Static dipole polarisabilities of the lowest state of each symmetry in K8+, one electron outside a closed [He] 2s2 2p6 core, from B-spline many-body code 1. The no-pair Dirac-Coulomb calculation uses frozen-core Dirac-Hartree-Fock, Brueckner orbitals from a second-order or RPA-screened correlation potential, and static core-polarisation RPA.

| polarised | scalar (bohr³) | tensor (bohr³) |
| --- | --- | --- |
| 3s1/2 | 1.046 | n/a |
| 3p1/2 | 0.2011 | n/a |
| 3p3/2 | 0.2192 | 0.2642 |
| 3d3/2 | -0.01967 | 0.1366 |
| 3d5/2 | -0.02446 | 0.2026 |
| 4f5/2 | -6.893 | 6.781 |
| 4f7/2 | -6.927 | 7.954 |

All seven rows are states of one sodium-like ion, treated with Brueckner orbitals outside a neon-like core. The first column names the state as $nl_j$. Only 3s is the ground state, and the same run places 3p near 20 eV, 3d at 46.5 eV and 4f at 106.7 eV above it. In a static field $F$ along $z$ a sublevel $m$ shifts by $-\tfrac12\alpha(m)F^2$, with

$$\alpha(m)=\alpha_0+\alpha_2\,\frac{3m^2-j(j+1)}{j(2j-1)},$$

where $\alpha_0$ is the scalar column (the average over $m$) and $\alpha_2$ the tensor column. A state with $j=1/2$ has only $m=\pm1/2$, which a static electric field cannot split, so it has no tensor part.

Second-order perturbation theory gives $\alpha(m)=2\sum_k|\langle k|z|v\rangle|^2/(E_k-E_v)$ for state $v$. Averaging over $m$ and ignoring fine structure leaves, in atomic units,

$$\alpha_0=\frac23\sum_k \frac{l_>}{2l+1}\,\frac{R_k^2}{E_k-E_v},$$

with $R_k$ the radial dipole integral to a level of angular momentum $l\pm1$ and $l_>$ the larger of the two values. Levels above $v$ add and levels below subtract. The simplest analogue is a two-level system in a weak field, where the levels repel: the lower one sinks (positive $\alpha$) and the upper one rises (negative $\alpha$). The analogue holds where one neighbour outweighs the rest, which is the case at the two ends of the table, and it fails in the middle.

### 3s: the lower partner

The ground state has no valence level beneath it, so its valence terms are all positive. The full sum was evaluated in the potential $-(9+10e^{-ar})/r$, continuum included. The screening constant $a$ was tuned for each of the seven states to its energy in the run, and to no polarisability; g states were pure Coulomb, and the run's energies went into the denominators wherever it lists them. The model therefore tests radial integrals and angular weights, and it says nothing independent about the gaps. The printed output follows this text.

In that model, with the core-screened dipole described under 3d, 3p supplies 1.005 of a valence sum of 1.023 bohr³, so 3s is nearly a pure two-level case. The gap of about 20 eV exists because 3s penetrates the core more than 3p. The effective quantum numbers $n^*$, defined by a binding energy $81/(2n^{*2})$ hartree, show the order directly: 2.50 for 3s, 2.66 for 3p and 2.92 for 3d.

### 3p: pushed from both sides

The scalar drops by a factor of about five, although the orbital does not shrink. The model's $\langle r^2\rangle$ stays between 1.27 and 1.35 bohr² for all $n=3$ rows, so orbit size cannot drive the fall, and size alone could never produce a negative value.

The table itself can be split into two channels. Let $A_-$ and $A_+$ be the sums over levels with $l-1$ and $l+1$, so that $\alpha_0=A_-+A_+$. For $j=l+\tfrac12$ the sublevel $m=j$ has orbital projection $l$ and cannot couple to $l-1$ at all, while its coupling to $l+1$ is $3(2l+1)/[(l+1)(2l+3)]$ times the average. Since $\alpha(j)=\alpha_0+\alpha_2$,

$$\alpha_2=-A_--cA_+,\qquad c=\frac{l(2l-1)}{(l+1)(2l+3)}.$$

For 3p3/2, $c=0.1$, and the two columns give $A_+=(0.2192+0.2642)/0.9=0.537$ and $A_-=-0.318$ bohr³. The split neglects fine structure, and $A_+$ falls to 0.506 if the core polarisability is first taken out of the scalar. Either way the small scalar is the remainder of two larger terms. The negative one is the 3s–3p coupling seen from above: the angular weight is one third of that for 3s, and a third of the model's 1.005 is 0.335, reduced somewhat by 4s and higher s levels, which lie above 3p.

The same formula explains the sign of the tensor. A large negative $A_-$ is missing from the stretched sublevel, whose polarisability therefore exceeds the average. The argument applies to all three $j=l+\tfrac12$ rows with a tensor, since $A_-$ is negative and outweighs $cA_+$ in each.

The scalar of 3p3/2 exceeds that of 3p1/2 by 0.018 bohr³, or 9 % of the latter, though the gaps differ by only about 2 %. Fine structure moves 3p3/2 away from 3s and towards 3d, which weakens the negative term and strengthens the positive one. Both changes act in the same direction on a remainder, and the model reproduces their sum.

### 3d: cancellation almost complete

Here the two-level picture gives no guidance. The inversion of 3d5/2 yields $A_-=-0.274$ and $A_+=+0.249$ bohr³, and the scalar is 9 % of the former in magnitude. With the core polarisability first taken out of the scalar, the two sums are $-0.263$ and $+0.211$ bohr³, so the cancellation between valence terms is less complete; the closing paragraph shows that this second pair is the one to compare with the model. The negative term is the 3p–3d coupling seen from above. The positive side is weaker than in 3p because the shell has no 3f, so the nearest f level is 4f, 60.2 eV away. In the model 3p contributes $-0.287$ and 4f $+0.181$ bohr³, and 4p and higher levels bring the valence sum to $-0.0507$; the rest of the way to the scalar is close to the core polarisability.

The 24 % difference between the two scalars, relative to 3d3/2, amounts to only 0.005 bohr³. Selection rules let 3d5/2 couple to 3p3/2 alone among the 3p levels, 26.5 eV below, while 3d3/2 couples mainly to 3p1/2, 27.0 eV below. The closer partner pushes harder, and the model's 3p terms differ by that same 0.005.

The tensors involve far less cancellation. Recoupling one orbital tensor to the two $j$ values gives a ratio of lower to higher $j$ of $(2l+3)(l-1)/[l(2l+1)]$, which is 0.70 for d. The table has 0.67, lower by 3.7 %. The 3p fine structure is the likely source, because 3d3/2 weights the two 3p levels with opposite signs in its tensor. Reweighting the 3p term with the two listed gaps alone accounts for most of the deviation, and the $j$-resolved model reproduces both tensors.

With a bare dipole operator the model overshoots the 3p and 3d tensors by 4 to 5 % of the table values. The core polarises in the field, and the potential of its induced dipole partly cancels the applied one for a penetrating electron. Multiplying $r$ by $1-\alpha_c/(r^2+r_c^2)^{3/2}$, with the run's core polarisability $\alpha_c=0.0277$ bohr³ and a roughly chosen $r_c=0.5$ bohr, brings these tensors within 0.5 %. The run contains core-polarisation RPA, so the agreement suggests that the factor imitates it well, and it is no test of either against nature.

### 4f: the upper partner

The last two rows are the largest in magnitude and negative. The core's own polarisability is not responsible, since $\alpha_c$ is some 250 times smaller and a 2p⁶ shell is stiff. The cause is 4d, which lies just under 3 eV below. In a hydrogen-like ion of charge 9 the two levels would be degenerate without fine structure; the run gives $n^*=3.911$ for 4d and 3.994 for 4f, the usual consequence of a centrifugal barrier that keeps f electrons almost out of the core.

One term can be worked by hand, with nothing fitted and only the gap taken from the run. The hydrogenic integral within a shell is $R=\tfrac32 n\sqrt{n^2-l_>^2}/9=\tfrac32\cdot4\cdot\sqrt7/9=1.764$ bohr. The gap from 4f7/2 to 4d5/2 is 2.962 eV, or $2.962/27.21=0.1089$ hartree. The angular factor is $\tfrac23\cdot\tfrac37=\tfrac27$, so the term is $-\tfrac27(1.764)^2/0.1089=-8.17$ bohr³. This overshoots the scalar of $-6.927$ by 18 %, because the two-level picture leaves out the g levels above. The inversion assigns $+1.76$ bohr³ to the g channel and $-8.69$ to the d channel ($+1.713$ and $-8.668$ once the core term is taken out), against which the estimate is 6 % short in magnitude. The model's own orbitals bring the 4d term to $-8.55$, and 3d adds $-0.13$.

The tensor ratio of 0.853 lies about 0.5 % below the angular value $6/7$. The scalars differ by 0.034 bohr³, only 0.5 %, and the model recovers 0.027 of it from the slightly smaller gap of 4f7/2. The run's correlated doublet splittings support this reading, since 4d is split more than twice as much as 4f. The Breit interaction is omitted and would alter such splittings, so this difference is less secure than the values themselves. A shift of 0.01 eV in the 4f–4d gap moves the dominant term by 0.3 %, so in absolute size these rows are the most sensitive to small level shifts, such as those between the second-order and the screened correlation potential. The dipole screening does not help here, and the bare operator matches the 4f tensors slightly better.

The pattern carries over by argument. Where one dipole-coupled level lies much closer than all others, its side decides the sign, and the size grows as the two $n^*$ defects approach each other. The lowest g state, with 5f just below it and a still smaller difference of defects, which at such high $l$ come largely from core polarisation, should be negative and larger again, with a quadratic regime confined to weaker fields. In more highly charged sodium-like ions $R^2$ falls as the inverse square of the charge, gaps within a shell grow roughly linearly and gaps between shells quadratically, so the in-shell terms gain weight and the balance in 3d should tip further to the negative side, even as all terms shrink in absolute size, until relativistic shifts intervene.

The sign of 3d in this ion is delicate, because both scalars are smaller in magnitude than $\alpha_c$. If the core term still had to be added, the totals would become $+0.008$ and $+0.003$ bohr³. The model indicates that it is already included: the screened valence sums fall short of the four 3p and 3d scalars by 0.026 to 0.028 bohr³, close to $\alpha_c$, while the tensors, which have no such core term, show no shortfall. For 3s the shortfall is 0.023. The 4f scalars alone cannot decide, since their model error is of the size of $\alpha_c$, but the stretched sublevel $\alpha_0+\alpha_2$ of 4f7/2 can: it drops the large 4d term and leaves the nearly hydrogenic g channel, and there the table's 1.027 exceeds the model by 0.025 bohr³ with the bare dipole and 0.030 with the screened one. The conclusion does not hang on the cut-off radius, since the bare dipole also leaves the 3p and 3d scalars short, by 0.026 to 0.031 bohr³. With the core term counted the run's 3d is negative, but a change of 7 to 9 % in the 3p–3d term alone would reverse the sign. Whether 3d in K⁸⁺ rises or sinks on average in a field depends on dipole integrals being right to a few per cent.

Output of the analysis:

```
n* : 3s1:2.504 3p1:2.655 3p3:2.659 3d3:2.919 3d5:2.919 4s1:3.516 4p1:3.671 4p3:3.674 4d3:3.911 4d5:3.911 4f5:3.994 4f7:3.994 5s1:4.520
gap 3p1/2-3s1/2 = 19.485 eV
gap 3p3/2-3s1/2 = 19.952 eV
gap 3d3/2-3p1/2 = 26.983 eV
gap 3d5/2-3p3/2 = 26.548 eV
gap 4f7/2-3d5/2 = 60.230 eV
gap 4f5/2-4d3/2 = 2.972 eV
gap 4f7/2-4d5/2 = 2.962 eV
channel sums from table, bohr^3: A(l-1), A(l+1) | same with core subtracted
3p3/2 c=0.1000: -0.318 +0.537 | -0.315 +0.506; |scalar/A(l-1)|=0.69
3d5/2 c=0.2857: -0.274 +0.249 | -0.263 +0.211; |scalar/A(l-1)|=0.09
4f7/2 c=0.4167: -8.688 +1.761 | -8.668 +1.713; |scalar/A(l-1)|=0.80
tensor ratio 3d3/2/3d5/2 0.674, angular 0.700, dev -3.7%
tensor ratio 4f5/2/4f7/2 0.853, angular 0.857, dev -0.5%
scalar 3p3/2-3p1/2 = +0.0181 bohr^3 (+9.0%); |3p1/2|/core = 7.27
scalar 3d5/2-3d3/2 = -0.0048 bohr^3 (+24.4%); |3d3/2|/core = 0.71
scalar 4f7/2-4f5/2 = -0.0340 bohr^3 (+0.5%); |4f5/2|/core = 249.11
hydrogenic 4f-4d: R=1.764 bohr, term -8.17 bohr^3, ratio to table 4f7/2 1.18
a (1/bohr), fitted to levels: 3s1:5.39 3p1:5.50 3p3:5.56 3d3:5.57 3d5:5.58 4f5:5.83 4f7:5.87
unfitted levels, model-run eV: 4s1:-0.09 5s1:-0.06 4p1:-0.09 4p3:-0.10 4d3:+0.01 4d5:+0.01
bare dipole, bohr^3: down, up, valence sum, table-sum, table-sum-core-blocking | tensor, table-tensor | detail
3s1/2 +0.000 +1.060 +1.0597 -0.0137 -0.0405 | none | <r2>=1.27 blocking -0.0008
3p1/2 -0.352 +0.528 +0.1753 +0.0258 -0.0016 | none | <r2>=1.34 blocking -0.0003
3p3/2 -0.345 +0.538 +0.1933 +0.0259 -0.0014 | 0.277 -0.013 (+4.8%) | <r2>=1.35 blocking -0.0003
3d3/2 -0.291 +0.241 -0.0507 +0.0310 +0.0049 | 0.142 -0.005 (+4.0%) | <r2>=1.32 blocking -0.0015
3d5/2 -0.296 +0.241 -0.0554 +0.0310 +0.0049 | 0.210 -0.007 (+3.7%) | <r2>=1.32 blocking -0.0016
4f5/2 -8.672 +1.751 -6.9214 +0.0284 +0.0007 | 6.785 -0.004 (+0.1%) | <r2>=4.39 blocking +0.0000
4f7/2 -8.701 +1.752 -6.9487 +0.0217 -0.0060 | 7.951 +0.003 (-0.0%) | <r2>=4.39 blocking +0.0000
screened dipole, bohr^3: down, up, valence sum, table-sum, table-sum-core-blocking | tensor, table-tensor | detail
3s1/2 +0.000 +1.023 +1.0230 +0.0230 -0.0039 | none | 3p+1.005 4p+0.012 >p+0.003
3p1/2 -0.340 +0.513 +0.1736 +0.0275 +0.0001 | none | 3d+0.469 3s-0.340 4d+0.017
3p3/2 -0.333 +0.524 +0.1911 +0.0281 +0.0008 | 0.266 -0.001 (+0.5%) | 3d+0.478 3s-0.333 4d+0.018
3d3/2 -0.282 +0.236 -0.0461 +0.0264 +0.0001 | 0.136 +0.000 (-0.2%) | 3p-0.282 4f+0.181 4p+0.023
3d5/2 -0.287 +0.236 -0.0507 +0.0263 -0.0000 | 0.202 +0.001 (-0.4%) | 3p-0.287 4f+0.181 4p+0.023
4f5/2 -8.648 +1.742 -6.9061 +0.0131 -0.0146 | 6.767 +0.014 (-0.2%) | 4d-8.519 5g+1.573 3d-0.129
4f7/2 -8.677 +1.743 -6.9333 +0.0063 -0.0214 | 7.930 +0.024 (-0.3%) | 4d-8.547 5g+1.574 3d-0.129
rounding floor: four figures, 5e-4 bohr^3 (3s,4f), 5e-5 (3p, 3d tensor), 5e-6 (3d scalar); 4f-4d gap 0.005 eV
```
